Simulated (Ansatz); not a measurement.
# AlO2: pressure against volume per atom

Equation of state of a cubic crystal from periodic Kohn-Sham density functional theory without spin; pressure corrected for the finite basis. The results are calculated, by Ansatz 0.2.0 development build.

Cell of the first row (space group Fm-3m, No. 225):
```
cell vectors (Å)
   0.0000     2.2957     2.2957
   2.2957     0.0000     2.2957
   2.2957     2.2957     0.0000
atoms (fractions of the cell vectors)
Al  0.00000  0.00000  0.00000
O   0.25000  0.25000  0.25000
O   0.75000  0.75000  0.75000
```

Settings of every row: formula AlO2; structure type fluorite; functional r2SCAN; spin treatment none; k mesh 12x12x12; occupation method fermi-dirac; occupation width 0.1 eV; wave cutoff 700 eV; datasets hard PAW; density cutoff ratio 4; xc grid level 2.

Limits: a cubic model structure, not a phase known at ambient conditions; modest k-mesh, values are not fully converged in k; pseudopotentials made with PBE, not this functional; the SCF threshold is loose for a stress in some rows.

| row | volume per atom (Å³) | pressure (GPa) | energy above lowest point (meV/atom) |
| --- | --- | --- | --- |
| 1 | 8.066 | 13.525 | 16.96 |
| 2 | 8.329 | 4.959 | 1.98 |
| 3 | 8.592 | ? | ? |
| 4 | 8.855 | -8.628 | 9.15 |
| 5 | 9.118 | -13.987 | 27.83 |

Question: what pressure should row 3 give?

Worked fit of pressure. Take u = (V_r/V)^(2/3) − 1 with V_r = 8.592 Å³ an atom, which is twice the finite (Eulerian) strain; such expansions in the strain, on which the Birch-Murnaghan equation of state is built, carry the rest volume and the bulk modulus. The shown rows have u = 0.04302, 0.02094, -0.0199, -0.03884. Least squares give pressure = −2.3658 + 332.36 × u + 857.8 × u² GPa; a straight line predicts inner rows, each left out in turn, worse (root mean square 0.83 against 0.029 GPa). The rows lie off it by 0.005, -0.011, 0.012, -0.006 (root mean square 0.009 GPa). The pressure vanishes at u = 0.0070, or V = 8.503 Å³ an atom, and there the bulk modulus at fixed shape and fractions is B = −V dP/dV = (2/3)(1 + u) dP/du = 231 GPa. The withheld row has u = 0, so the fit gives −2.3658 + 332.36 × (0) + 857.8 × (0)² = -2.366 GPa.

The calculation gave -2.363 GPa. The fit lies 0.003 GPa (0.011 % of the column's range) below it; its largest miss of a shown row is 0.012 GPa.

The other values of row 3: energy above lowest point 0 meV/atom.
